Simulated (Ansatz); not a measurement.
# A series in volume scale on Si

All results are calculated (Ansatz 0.2.0). Plane-wave DFT, scalar-relativistic PAW made under PBE with cores redone for the functional, no dispersion; the given relaxed cell is scaled uniformly, energy at zero smearing counts from the unscaled cell, pressure at the given Fermi-Dirac smearing is positive in compression.

The cell before it is scaled or strained (space group P6/mmm, No. 191):
```
CELL_PARAMETERS angstrom
4.41800 0.00000 0.00000
-2.20900 3.82610 0.00000
0.00000 0.00000 2.53390
ATOMIC_POSITIONS crystal
Si 0.00000 0.00000 0.00000
Si 0.33333 0.66667 0.50000
Si 0.66667 0.33333 0.50000
```

Settings of every row: spin polarised no; functional LDA; wave cutoff 420 eV; smearing width 0.1 eV; k mesh 11x11x16.

Atom starting moment: 0 on all atoms.

Limits: the cell comes from a prototype or a list of computed structures and needn't be the stable phase.

```
row  volume scale  V (Å³/atom)  energy change per atom (meV)  pressure (GPa)
  1          0.88       12.564                          80.9           16.96
  2          0.92       13.135                         33.31           10.07
  3          0.96       13.706                          7.73            4.49
  4          1.04       14.849                          6.77           -3.69
  5          1.08        15.42                         25.28           -6.64
  6          1.12       15.991                             ?               ?
```

Question: what energy change per atom and pressure should row 6 give?

Worked fit of energy change per atom. Take u = (V_r/V)^(2/3) − 1 with V_r = 13.706 Å³ an atom, which is twice the finite (Eulerian) strain; such expansions in the strain, on which the Birch-Murnaghan equation of state is built, carry the rest volume and the bulk modulus. The shown rows have u = 0.05971, 0.02878, 0, -0.052, -0.07555. Least squares give energy change per atom = 7.738 + 581.07 × u + 10776.5 × u² meV; a straight line predicts inner rows, each left out in turn, worse (root mean square 22 against 0.12 meV). The rows lie off it by 0.05, -0.08, -0.01, 0.11, -0.07 (root mean square 0.072 meV). Its lowest point lies at u = -0.0270, or V = 14.28 Å³ an atom, and the curvature there gives the bulk modulus at fixed shape and fractions, B = (4/9)(1 + u)² E″(u)/V = 102 GPa. Letting shape and atoms relax would as a rule lower it, by much in layered, chain or molecular crystals. The withheld row has u = -0.09769, so the fit gives 7.738 + 581.07 × (-0.09769) + 10776.5 × (-0.09769)² = 53.82 meV.

The calculation gave 53.3 meV. The fit lies 0.52 meV (0.7 % of the column's range) above it; its largest miss of a shown row is 0.11 meV. This row lies beyond the range of the fit.

Worked fit of pressure. Take u = (V_r/V)^(2/3) − 1 with V_r = 13.706 Å³ an atom, which is twice the finite (Eulerian) strain; such expansions in the strain, on which the Birch-Murnaghan equation of state is built, carry the rest volume and the bulk modulus. The shown rows have u = 0.05971, 0.02878, 0, -0.052, -0.07555. Least squares give pressure = 4.491 + 181.48 × u + 454.9 × u² GPa; a straight line predicts inner rows, each left out in turn, worse (root mean square 0.93 against 0.031 GPa). The rows lie off it by 0.01, -0.02, 0.00, 0.03, -0.02. The pressure vanishes at u = -0.0265, or V = 14.27 Å³ an atom, and there the bulk modulus at fixed shape and fractions is B = −V dP/dV = (2/3)(1 + u) dP/du = 102 GPa. Letting shape and atoms relax would as a rule lower it, by much in layered, chain or molecular crystals. The withheld row has u = -0.09769, so the fit gives 4.491 + 181.48 × (-0.09769) + 454.9 × (-0.09769)² = -8.90 GPa.

The calculation gave -9.02 GPa. The fit lies 0.12 GPa (1.3 % of the value, 0.46 % of the column's range) above it; its largest miss of a shown row is 0.03 GPa. This row lies beyond the range of the fit.
